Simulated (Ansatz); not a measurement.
C: energy above lowest point against volume scale

Results calculated with Ansatz 0.2.0, not measured. Free energy against uniform scaling of the volume at fixed shape and fractions; periodic cell, basis, potentials, k mesh and filling as listed.

The cell before it is scaled or strained (space group Fd-3m, No. 227):
```
CELL_PARAMETERS angstrom
0.00000 1.78340 1.78340
1.78340 0.00000 1.78340
1.78340 1.78340 0.00000
ATOMIC_POSITIONS crystal
C 0.00000 0.00000 0.00000
C 0.25000 0.25000 0.25000
```

Settings of every row: functional LDA; dispersion none; potentials all-electron LAPW; k mesh 10x10x10; k shift 0x0x0; occupations fixed; smearing width 0 eV; spin none.

```
row  volume scale  V (Å³/atom)  energy above lowest point (meV/atom)
  1          0.92        5.218                                  23.1
  2          0.96        5.445                                     0
  3             1        5.672                                   5.7
  4          1.04        5.899                                  35.3
  5          1.08        6.126                                     ?
```

Question: what energy above lowest point should row 5 give?

Worked fit of energy above lowest point. Take u = (V_r/V)^(2/3) − 1 with V_r = 5.5585 Å³ an atom, which is twice the finite (Eulerian) strain; such expansions in the strain, on which the Birch-Murnaghan equation of state is built, carry the rest volume and the bulk modulus. The shown rows have u = 0.04304, 0.01385, -0.01339, -0.03886. Least squares give energy above lowest point = −0.42 − 223.1 × u + 17891 × u² meV/atom; a straight line predicts inner rows, each left out in turn, worse (root mean square 19 against 0.17 meV/atom). The rows lie off it by 0.0, 0.1, -0.1, 0.0. Its lowest point lies at u = 0.0062, or V = 5.507 Å³ an atom, and the curvature there gives the bulk modulus at fixed shape and fractions, B = (4/9)(1 + u)² E″(u)/V = 468 GPa. The withheld row has u = -0.06275, so the fit gives −0.42 − 223.1 × (-0.06275) + 17891 × (-0.06275)² = 84.0 meV/atom.

The calculation gave 84.5 meV/atom. The fit lies 0.5 meV/atom (0.59 % of the column's range) below it; its largest miss of a shown row is 0.1 meV/atom. This row lies beyond the range of the fit.
